**Bond order, atomic size and the choice of functional in H$_2$, N$_2$, O$_2$, F$_2$ and Cl$_2$**

The table holds relaxed bond lengths of five homonuclear diatomic molecules from plane-wave PAW calculations with LDA, PBE and r2SCAN, all on datasets made for PBE. The program counts $\pi^*$ electrons, tests $R = R_1 - b\ln(\text{bond order})$ and a linear count on N, O and F, and adds a Slater-radius term in a joint fit to N, O, F and Cl with H left out. The logarithm reproduces N, O and F within 0.001 Å and the linear count misses O$_2$ by about 0.03 Å, but the joint fit changes $b$ from about 0.28 to about 0.46 Å, so that constant is not a measured decay length. Shifts between functionals are compared with $\Delta R = \Delta F/k$ using rough recalled force constants: softness accounts for N to O, overestimates the shifts of F and Cl, and H shifts the opposite way.

Homonuclear diatomic molecules, relaxed in a fixed periodic box of 12.0 × 12.3 × 12.6 Å with Ansatz 0.2.0. The runs use density-functional theory with plane waves (cutoff 420 eV, 500 eV for r2SCAN), scalar-relativistic PAW datasets made for PBE, a single k-point and Fermi-Dirac smearing of 0.01 eV. LDA is the PW92 form.

## Analysis program

```python
# Table: relaxed bond lengths (A) of H2, N2, O2, F2, Cl2; Ansatz plane-wave PAW (PBE datasets), LDA, PBE, r2SCAN.
# Tested: R = R1 - b ln(bond order), a linear pi* count, Slater atomic size, and functional shifts dR = dF/k.
T = {
    'element': ['H', 'N', 'O', 'F', 'Cl'],
    'Z': [1, 7, 8, 9, 17],
    'spin_polarised': ['no', 'no', 'yes', 'no', 'no'],
    'bond_length_LDA': [0.765, 1.093, 1.2, 1.384, 1.98],  # Å
    'bond_length_PBE': [0.75, 1.102, 1.218, 1.414, 2.004],  # Å
    'bond_length_r2SCAN': [0.741, 1.093, 1.206, 1.396, 1.991],  # Å
}
import numpy as np
from scipy.constants import physical_constants, e
a0 = physical_constants['Bohr radius'][0]*1e10
el = list(T['element']); Z = np.array(T['Z'], float)
fn = ['LDA', 'PBE', 'r2SCAN']
R = {f: np.array(T['bond_length_'+f], float) for f in fn}
iH, iN, iO, iF, iC = [el.index(s) for s in ['H', 'N', 'O', 'F', 'Cl']]
n = np.array([{'H': 1, 'N': 2, 'O': 2, 'F': 2, 'Cl': 3}[s] for s in el])
v = Z - np.array([{1: 0, 2: 2, 3: 10}[q] for q in n])      # valence electrons per atom
pis = np.maximum(0, 2*v - 10); bo = np.where(n == 1, 1.0, 3 - pis/2)
zeff = Z - 0.35*(v-1) - np.array([{1: 0, 2: 1.7, 3: 8.8}[q] for q in n])   # Slater rules
r = n**2*a0/zeff
print('Table rounding: +-0.0005 A per length, up to +-0.001 A per difference')
print('Electron count and Slater radius r = n^2 a0/Zeff; R/2r for LDA, PBE, r2SCAN')
for i, s in enumerate(el):
    print(f'{s:2s} valence {2*v[i]:.0f}, pi* {pis[i]:.0f}, order {bo[i]:.0f}, unpaired {min(pis[i], 4-pis[i]):.0f}, '
          f'Zeff {zeff[i]:.2f}, r {r[i]:.3f} A, R/2r ' + ' '.join(f'{R[f][i]/(2*r[i]):.2f}' for f in fn))
print(f'Steps; ratio (F-O)/(O-N): log model {np.log(2)/np.log(1.5):.3f}, linear model 1')
ratio = {}
for f in fn:
    s1 = R[f][iO]-R[f][iN]; s2 = R[f][iF]-R[f][iO]; ratio[f] = s2/s1
    print(f'{f:6s} O-N {s1:.3f} A, F-O {s2:.3f} A, ratio {s2/s1:.3f} '
          f'(rounding range {(s2-.001)/(s1+.001):.3f}-{(s2+.001)/(s1-.001):.3f}), Cl-F {R[f][iC]-R[f][iF]:.3f} A')
m = [iN, iO, iF]
print('Fits on N, O, F (2 constants, 3 points); residuals table-model in A')
for f in fn:
    p = np.polyfit(np.log(bo[m]), R[f][m], 1); d = R[f][m]-np.polyval(p, np.log(bo[m]))
    q = np.polyfit(pis[m], R[f][m], 1); dq = R[f][m]-np.polyval(q, pis[m])
    print(f'{f:6s} log: R1 {p[1]:.3f} A, b {-p[0]:.3f} A, res ' + ' '.join(f'{x:+.4f}' for x in d))
    print(f'{f:6s} linear: {q[0]:.3f} A per pi* electron, res ' + ' '.join(f'{x:+.4f}' for x in dq))
print(f'Size alone, F/N: Slater {r[iF]/r[iN]:.2f}, table ' + ' '.join(f'{R[f][iF]/R[f][iN]:.2f}' for f in fn))
print(f'Size alone, Cl/F: Slater {r[iC]/r[iF]:.2f}, table ' + ' '.join(f'{R[f][iC]/R[f][iF]:.2f}' for f in fn))
print(f'Size alone, H/F: Slater {r[iH]/r[iF]:.2f}, table ' + ' '.join(f'{R[f][iH]/R[f][iF]:.2f}' for f in fn))
print('Size plus order, R = c + a r - b ln(order), fit on N, O, F, Cl; H (no core, no p shell) left out')
A = np.column_stack([np.ones(len(el)), r, -np.log(bo)]); m4 = m+[iC]
for f in fn:
    c = np.linalg.lstsq(A[m4], R[f][m4], rcond=None)[0]; d = R[f]-A@c
    print(f'{f:6s} c {c[0]:.2f} A, a {c[1]:.2f}, b {c[2]:.2f} A, res ' + ' '.join(f'{x:+.3f}' for x in d[m4]) + f', H {d[iH]:+.2f} A')
dP = R['PBE']-R['LDA']; dS = R['r2SCAN']-R['PBE']; dL = R['r2SCAN']-R['LDA']
print('Shifts between functionals (r2SCAN also changes the cutoff, 420 to 500 eV)')
for i, s in enumerate(el):
    print(f'{s:2s} PBE-LDA {dP[i]:+.3f} A ({100*dP[i]/R["LDA"][i]:+.1f} %), r2SCAN-PBE {dS[i]:+.3f} A '
          f'({100*dS[i]/R["PBE"][i]:+.1f} %), r2SCAN-LDA {dL[i]:+.3f} A')
kN = {'H': 5.7, 'N': 23, 'O': 12, 'F': 4.7, 'Cl': 3.2}      # rough recalled force constants, N/cm
# largest residual force over the three runs of each row, from the outputs of the same calculations, eV/A
Fr = {'H': 0.0088, 'N': 0.0100, 'O': 0.0025, 'F': 0.0031, 'Cl': 0.0091}
print('Implied force change k dR, with rough recalled k; length error from residual force')
for i, s in enumerate(el):
    k = kN[s]*100/e*1e-20
    print(f'{s:2s} k about {kN[s]} N/cm = {k:.0f} eV/A^2, PBE-LDA {k*dP[i]:+.2f}, r2SCAN-PBE {k*dS[i]:+.2f} '
          f'(+-{k*.001:.2f}) eV/A, force error {Fr[s]/k:.5f} A')
print(f'Shift ratios PBE-LDA: O/N {dP[iO]/dP[iN]:.1f}, F/N {dP[iF]/dP[iN]:.1f}, Cl/N {dP[iC]/dP[iN]:.1f}')
print(f'Softness ratios 1/k:  O/N {kN["N"]/kN["O"]:.1f}, F/N {kN["N"]/kN["F"]:.1f}, Cl/N {kN["N"]/kN["Cl"]:.1f}')
print('H minus rough recalled measured 0.74 A: ' + ', '.join(f'{f} {R[f][iH]-0.74:+.2f}' for f in fn) + ' A')
assert all(R[f][iH] < R[f][iN] < R[f][iO] < R[f][iF] < R[f][iC] for f in fn)
assert dP[iH] < 0 < dP[iN] < dP[iO] < dP[iF] and 0 < dP[iC] < dP[iF]
assert np.all(dS < 0)
assert all(1.5 < ratio[f] < 1.9 for f in fn)
```

It prints:

```
Table rounding: +-0.0005 A per length, up to +-0.001 A per difference
Electron count and Slater radius r = n^2 a0/Zeff; R/2r for LDA, PBE, r2SCAN
H  valence 2, pi* 0, order 1, unpaired 0, Zeff 1.00, r 0.529 A, R/2r 0.72 0.71 0.70
N  valence 10, pi* 0, order 3, unpaired 0, Zeff 3.90, r 0.543 A, R/2r 1.01 1.02 1.01
O  valence 12, pi* 2, order 2, unpaired 2, Zeff 4.55, r 0.465 A, R/2r 1.29 1.31 1.30
F  valence 14, pi* 4, order 1, unpaired 0, Zeff 5.20, r 0.407 A, R/2r 1.70 1.74 1.71
Cl valence 14, pi* 4, order 1, unpaired 0, Zeff 6.10, r 0.781 A, R/2r 1.27 1.28 1.28
Steps; ratio (F-O)/(O-N): log model 1.710, linear model 1
LDA    O-N 0.107 A, F-O 0.184 A, ratio 1.720 (rounding range 1.694-1.745), Cl-F 0.596 A
PBE    O-N 0.116 A, F-O 0.196 A, ratio 1.690 (rounding range 1.667-1.713), Cl-F 0.590 A
r2SCAN O-N 0.113 A, F-O 0.190 A, ratio 1.681 (rounding range 1.658-1.705), Cl-F 0.595 A
Fits on N, O, F (2 constants, 3 points); residuals table-model in A
LDA    log: R1 1.384 A, b 0.265 A, res +0.0002 -0.0003 +0.0001
LDA    linear: 0.073 A per pi* electron, res +0.0128 -0.0257 +0.0128
PBE    log: R1 1.414 A, b 0.284 A, res -0.0003 +0.0006 -0.0002
PBE    linear: 0.078 A per pi* electron, res +0.0133 -0.0267 +0.0133
r2SCAN log: R1 1.396 A, b 0.276 A, res -0.0005 +0.0008 -0.0003
r2SCAN linear: 0.076 A per pi* electron, res +0.0128 -0.0257 +0.0128
Size alone, F/N: Slater 0.75, table 1.27 1.28 1.28
Size alone, Cl/F: Slater 1.92, table 1.43 1.42 1.43
Size alone, H/F: Slater 1.30, table 0.55 0.53 0.53
Size plus order, R = c + a r - b ln(order), fit on N, O, F, Cl; H (no core, no p shell) left out
LDA    c 0.76 A, a 1.56, b 0.45 A, res -0.017 +0.027 -0.012 +0.002, H -0.82 A
PBE    c 0.80 A, a 1.54, b 0.47 A, res -0.017 +0.028 -0.012 +0.002, H -0.86 A
r2SCAN c 0.78 A, a 1.55, b 0.46 A, res -0.018 +0.028 -0.012 +0.002, H -0.86 A
Shifts between functionals (r2SCAN also changes the cutoff, 420 to 500 eV)
H  PBE-LDA -0.015 A (-2.0 %), r2SCAN-PBE -0.009 A (-1.2 %), r2SCAN-LDA -0.024 A
N  PBE-LDA +0.009 A (+0.8 %), r2SCAN-PBE -0.009 A (-0.8 %), r2SCAN-LDA +0.000 A
O  PBE-LDA +0.018 A (+1.5 %), r2SCAN-PBE -0.012 A (-1.0 %), r2SCAN-LDA +0.006 A
F  PBE-LDA +0.030 A (+2.2 %), r2SCAN-PBE -0.018 A (-1.3 %), r2SCAN-LDA +0.012 A
Cl PBE-LDA +0.024 A (+1.2 %), r2SCAN-PBE -0.013 A (-0.6 %), r2SCAN-LDA +0.011 A
Implied force change k dR, with rough recalled k; length error from residual force
H  k about 5.7 N/cm = 36 eV/A^2, PBE-LDA -0.53, r2SCAN-PBE -0.32 (+-0.04) eV/A, force error 0.00025 A
N  k about 23 N/cm = 144 eV/A^2, PBE-LDA +1.29, r2SCAN-PBE -1.29 (+-0.14) eV/A, force error 0.00007 A
O  k about 12 N/cm = 75 eV/A^2, PBE-LDA +1.35, r2SCAN-PBE -0.90 (+-0.07) eV/A, force error 0.00003 A
F  k about 4.7 N/cm = 29 eV/A^2, PBE-LDA +0.88, r2SCAN-PBE -0.53 (+-0.03) eV/A, force error 0.00011 A
Cl k about 3.2 N/cm = 20 eV/A^2, PBE-LDA +0.48, r2SCAN-PBE -0.26 (+-0.02) eV/A, force error 0.00046 A
Shift ratios PBE-LDA: O/N 2.0, F/N 3.3, Cl/N 2.7
Softness ratios 1/k:  O/N 1.9, F/N 4.9, Cl/N 7.2
H minus rough recalled measured 0.74 A: LDA +0.03, PBE +0.01, r2SCAN +0.00 A
```
